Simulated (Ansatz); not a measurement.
## Ti: the change of energy above lowest point with volume scale

All results are calculated (Ansatz 0.2.0). Free energy against uniform scaling of the volume at fixed shape and fractions; periodic cell, basis, potentials, k mesh and filling as listed.

The cell before it is scaled or strained (space group P6/mmm, No. 191):
```
Ti
1.0
      4.6000     0.0000     0.0000
     -2.3000     3.9837     0.0000
      0.0000     0.0000     2.8200
Ti
3
Direct
  0.00000 0.00000 0.00000
  0.33333 0.66667 0.50000
  0.66667 0.33333 0.50000
```

Settings of every row: functional LDA; dispersion none; potentials PAW; wave cutoff 476.2 eV; density cutoff 1904.8 eV; k mesh 7x7x10; k shift 0x0x0; occupations fermi dirac; smearing width 0.15 eV; spin none.

Limits: coarse k mesh, up to 40 meV an atom off; minimum outside the range.

```csv
row,volume scale,V (Å³/atom),energy above lowest point (meV/atom)
1,0.94,16.192,0
2,0.96,16.536,?
3,0.98,16.881,19.8
4,1,17.226,36.5
5,1.02,17.57,57.3
6,1.04,17.915,81.6
7,1.06,18.259,109.2
```

Question: what energy above lowest point should row 2 give?

Worked fit of energy above lowest point. Take u = (V_r/V)^(2/3) − 1 with V_r = 17.398 Å³ an atom, which is twice the finite (Eulerian) strain; such expansions in the strain, on which the Birch-Murnaghan equation of state is built, carry the rest volume and the bulk modulus. The shown rows have u = 0.04906, 0.02031, 0.00665, -0.00654, -0.01933, -0.03169. Least squares give energy above lowest point = 46.44 − 1574 × u + 12795 × u² meV/atom; a straight line predicts inner rows, each left out in turn, worse (root mean square 8.6 against 0.062 meV/atom). The rows lie off it by 0.0, 0.1, 0.0, 0.0, 0.0, 0.0. The withheld row has u = 0.03446, so the fit gives 46.44 − 1574 × (0.03446) + 12795 × (0.03446)² = 7.4 meV/atom.

The calculation gave 7.5 meV/atom. The fit lies 0.1 meV/atom (1.3 % of the value, 0.092 % of the column's range) below it, one unit of the last digit.
